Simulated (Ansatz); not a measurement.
## Rh: sound and stiffness along [100], [110] and [111]

Level of theory: Ansatz 0.2.0, DFT PBEsol, scalar-relativistic, plane waves, PAW. Settings: 420 eV plane-wave cutoff, Γ-centred 20×20×20 mesh, Fermi-Dirac smearing of 0.15 eV. No spin polarisation.

Relaxed structure:
```xyz
1
Lattice="0.0000 1.8921 1.8921 1.8921 0.0000 1.8921 1.8921 1.8921 0.0000" Properties=species:S:1:pos:R:3 pbc="T T T"
Rh    0.0000    0.0000    0.0000
```

In a metal, frequencies and elastic constants depend on the k mesh and the smearing, soft modes and shear constants most.

With ions relaxed, on the cubic axes: C11 = 455.0, C12 = 206.8, C44 = 203.8 GPa. The density is 12.613 g/cm³. Zone-centre modes weren't checked beside this run.

Question: Is the crystal stable against strain, and how anisotropic is it?

Answer: Born's conditions hold: C11 + 2C12 = 868.7, C11 − C12 = 248.1 and C44 = 203.8 GPa are all positive. B = (C11 + 2C12)/3 = 289.6 GPa. The two shear moduli are C44 and C′ = (C11 − C12)/2 = 124.1 GPa, so Zener's ratio is A = C44/C′ = 1.64: the tetragonal shear C′ is the soft one, as in many fcc and bcc metals and zincblende crystals. The Cauchy pressure C12 − C44 is 3.0 GPa; it would vanish for pair forces between atoms on inversion centres at zero pressure, and here it is small.

Question: Give the sound speeds along the three symmetry directions.

Answer: The Christoffel equation gives ρv² for each branch:
```csv
direction,branch,ρv²,GPa,v (m/s)
[100],L,C11,455.0,6006
[100],T (×2),C44,203.8,4020
[110],L,(C11 + C12 + 2C44)/2,534.7,6511
[110],"T, u ∥ [001]",C44,203.8,4020
[110],"T, u ∥ [1-10]",(C11 − C12)/2,124.1,3136
[111],L,(C11 + 2C12 + 4C44)/3,561.3,6671
[111],T (×2),(C11 − C12 + C44)/3,150.7,3456
```

Question: How does Young's modulus depend on direction?

Answer: Inverting gives S11 = 3.071, S12 = -0.960, S44 = 4.906 TPa⁻¹. Along a unit vector (l, m, n), 1/E = S11 − 2(S11 − S12 − S44/2)(l²m² + m²n² + n²l²), where the last bracket is 0, 1/4 and 1/3 for [100], [110] and [111]: E = 326, 438 and 495 GPa. With A > 1 the body diagonal is stiffest. For a film on (001), the biaxial modulus is C11 + C12 − 2C12²/C11 = 474 GPa and the normal strain is −2C12/C11 = -0.91 times the in-plane one.

Cost: 1 run of about 0.86 core-minutes, on Intel Xeon Platinum 8488C (Sapphire Rapids) (shared hosts).

Rhodium comes out stiff in shear as well as in compression, with moderate anisotropy. In an fcc lattice, C44 shear concentrates the length change in the nearest-neighbour bonds of one cube face, whereas tetragonal shear spreads smaller changes over more bonds, so C′ is the softer modulus. Zener's ratio of 1.64 nevertheless lies below the value for purely central nearest-neighbour forces, which suggests that angular or longer-ranged forces from the partly filled 4d shell help resist tetragonal shear.

The small Cauchy pressure is therefore no proof of pairwise bonding. More probably, the positive contribution of the electron density, which depends on volume, is nearly cancelled by a negative one from directional d bonding. The elastic constants are somewhat above the room-temperature measurements, probably because the functional binds slightly too strongly and thermal softening is absent. Born's conditions establish stability only against small homogeneous strains, not against short-wavelength distortions or relative to other crystal structures.
